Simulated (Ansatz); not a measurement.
Theory: Ansatz 0.2.0, DFT PBE, scalar-relativistic, plane waves, PAW. Settings: cutoff 420 eV, Γ-centred meshes spaced at most about 0.3 Å⁻¹, and about 0.25 Å⁻¹ or finer for metals (2π included), Gaussian smearing. Collinear spin in cells that started with moments and kept them past the coarse steps, no spin elsewhere.

The zero of energy is the elements' standard structures at the same level (N₂ as a molecule); no fitted shifts are applied.

A relaxed structure of CaFeC4N4 has 25.77 Å³/atom, +0.07 eV/atom against the elements, no gap on its mesh, a net moment of 0.40 μB/atom:

```cif
data_structure
_symmetry_space_group_name_H-M 'P-43m'
_symmetry_Int_Tables_number 215
_cell_length_a 6.3633
_cell_length_b 6.3633
_cell_length_c 6.3633
_cell_angle_alpha 90.000
_cell_angle_beta 90.000
_cell_angle_gamma 90.000
_cell_volume 257.66
loop_
_atom_site_label
_atom_site_type_symbol
_atom_site_symmetry_multiplicity
_atom_site_Wyckoff_symbol
_atom_site_fract_x
_atom_site_fract_y
_atom_site_fract_z
_atom_site_occupancy
Ca1 Ca 1 b 0.50000 0.50000 0.50000 1
Fe1 Fe 1 a 0.00000 0.00000 0.00000 1
C1 C 4 e 0.18047 0.18047 0.18047 1
N1 N 4 e 0.28671 0.28671 0.28671 1
```

Question: Predict cell, energy and gap of CaOsC4N4 with the same space group and Wyckoff sites.

Answer: CaOsC4N4 has a = 6.318 Å: 25.22 Å³/atom, +0.20 eV/atom against the elements, no gap on its mesh, a net moment of 0.20 μB/atom. The volume per atom changes by -2.1 % and the formation energy by +0.14 eV/atom (from unrounded values). The moments change too, so the valence or magnetic state isn't the same. Covalent radii: Fe 1.32 Å, Os 1.44 Å; electronegativities 1.83 and 2.20. The cell doesn't follow the covalent radius here. Around Ca lie 4 N at 2.34 Å; Os has 4 C at 1.95 Å; C has 1 N at 1.18 Å and 1 Os at 1.95 Å; around N lie 1 C at 1.18 Å and 1 Ca at 2.34 Å.

```
CELL_PARAMETERS angstrom
6.31818 0.00000 0.00000
0.00000 6.31818 0.00000
0.00000 0.00000 6.31818
ATOMIC_POSITIONS crystal
Ca 0.50000 0.50000 0.50000
Os 0.00000 0.00000 0.00000
C 0.17808 0.17808 0.17808
C 0.17808 0.82192 0.82192
C 0.82192 0.17808 0.82192
C 0.82192 0.82192 0.17808
N 0.28614 0.28614 0.28614
N 0.28614 0.71386 0.71386
N 0.71386 0.28614 0.71386
N 0.71386 0.71386 0.28614
```

The two cells were relaxed from separate starts that ended on the same group and sites; neither need be the stable form of its compound. These runs have no spin–orbit coupling, which can matter for Os. The reference form of C is held partly by dispersion forces, which this level lacks. The magnetic state reached may not be the lowest. Cells relaxed within their symmetry can be saddle points. Some types were kept out of the candidates beforehand, so the set may lack a known form.

Replacing Fe with Os shrinks the cell slightly despite the larger covalent radius, and the change of spin state probably explains much of this. With cyanide counted as an anion, both metals are divalent and sit in a tetrahedral field. The moment of 0.40 μB/atom fits high-spin Fe, whereas 0.20 μB/atom fits Os with a filled e shell and fewer electrons in the metal–carbon antibonding t2 orbitals. The more extended 5d orbitals favour this pairing through a larger ligand-field splitting and weaker exchange. They also strengthen back-donation into cyanide π*, consistent with the shorter metal–carbon and slightly longer C–N bonds in the Os cell.

The less favourable formation energy need not mean weaker Os–C bonding, since elemental Os is exceptionally cohesive. Both compounds lie above the elements, so neither is shown to be thermodynamically stable. Both fillings leave a degenerate d shell partly occupied, so the missing gap doesn't establish metallic behaviour: a Jahn–Teller distortion or stronger correlation could open one.
